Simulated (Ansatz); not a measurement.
## SrCa₃: the change of energy above lowest point and pressure with volume scale

Results calculated with Ansatz 0.2.0, not measured. Free energy against uniform scaling of the volume at fixed shape and fractions; periodic cell, basis, potentials, k mesh and filling as listed.

The cell before it is scaled or strained (space group Pm-3m, No. 221):
```
CELL_PARAMETERS angstrom
5.71680 0.00000 0.00000
0.00000 5.71680 0.00000
0.00000 0.00000 5.71680
ATOMIC_POSITIONS crystal
Sr 0.00000 0.00000 0.00000
Ca 0.00000 0.50000 0.50000
Ca 0.50000 0.00000 0.50000
Ca 0.50000 0.50000 0.00000
```

Settings of every row: functional r2SCAN; dispersion none; potentials PAW; wave cutoff 653.07 eV; density cutoff 2612.3 eV; k mesh 4x4x4; k shift 0x0x0; occupations fermi dirac; smearing width 0.1 eV; spin none; SCF threshold exponent -8.

Limits: coarse k mesh, up to 40 meV an atom off; stress loosely converged; the cell comes from a prototype or a list of computed structures and needn't be the stable phase.

| row | volume scale | V (Å³/atom) | energy above lowest point (meV/atom) | pressure (GPa) |
| --- | --- | --- | --- | --- |
| 1 | 0.9 | 42.038 | 25.6 | 1.92 |
| 2 | 0.925 | 43.206 | 13.7 | 1.36 |
| 3 | 0.95 | 44.373 | 5.7 | 0.85 |
| 4 | 0.975 | 45.541 | 1.2 | 0.38 |
| 5 | 1 | 46.709 | 0 | -0.04 |
| 6 | 1.025 | 47.877 | ? | ? |
| 7 | 1.05 | 49.044 | 6 | -0.76 |
| 8 | 1.075 | 50.212 | 12.6 | -1.06 |
| 9 | 1.1 | 51.38 | 21.4 | -1.34 |

Question: what energy above lowest point and pressure should row 6 give?

Worked fit of energy above lowest point. Take u = (V_r/V)^(2/3) − 1 with V_r = 46.125 Å³ an atom, which is twice the finite (Eulerian) strain; such expansions in the strain, on which the Birch-Murnaghan equation of state is built, carry the rest volume and the bulk modulus. The shown rows have u = 0.06381, 0.04455, 0.02615, 0.00853, -0.00835, -0.04008, -0.05503, -0.0694. Least squares give energy above lowest point = 0.24 + 72.1 × u + 5260 × u² − 2491 × u³ meV/atom; a parabola predicts inner rows, each left out in turn, worse (root mean square 0.17 against 0.045 meV/atom). All shown rows lie on it to the printed digit. Its lowest point lies at u = -0.0068, or V = 46.6 Å³ an atom, and the curvature there gives the bulk modulus at fixed shape and fractions, B = (4/9)(1 + u)² E″(u)/V = 16 GPa. The withheld row has u = -0.02455, so the fit gives 0.24 + 72.1 × (-0.02455) + 5260 × (-0.02455)² − 2491 × (-0.02455)³ = 1.7 meV/atom.

The calculation gave 1.7 meV/atom. The fit meets it to the printed digit.

Worked fit of pressure. Take u = (V_r/V)^(2/3) − 1 with V_r = 46.125 Å³ an atom, which is twice the finite (Eulerian) strain; such expansions in the strain, on which the Birch-Murnaghan equation of state is built, carry the rest volume and the bulk modulus. The shown rows have u = 0.06381, 0.04455, 0.02615, 0.00853, -0.00835, -0.04008, -0.05503, -0.0694. Least squares give pressure = 0.167 + 24.76 × u + 43.6 × u² GPa; a straight line predicts inner rows, each left out in turn, worse (root mean square 0.067 against 0.0053 GPa). The rows lie off it by 0.00, 0.00, 0.01, 0.00, 0.00, 0.00, 0.00, 0.00. The pressure vanishes at u = -0.0068, or V = 46.6 Å³ an atom, and there the bulk modulus at fixed shape and fractions is B = −V dP/dV = (2/3)(1 + u) dP/du = 16 GPa. The withheld row has u = -0.02455, so the fit gives 0.167 + 24.76 × (-0.02455) + 43.6 × (-0.02455)² = -0.41 GPa.

The calculation gave -0.42 GPa. The fit lies 0.01 GPa (2.4 % of the value, 0.31 % of the column's range) above it, one unit of the last digit.
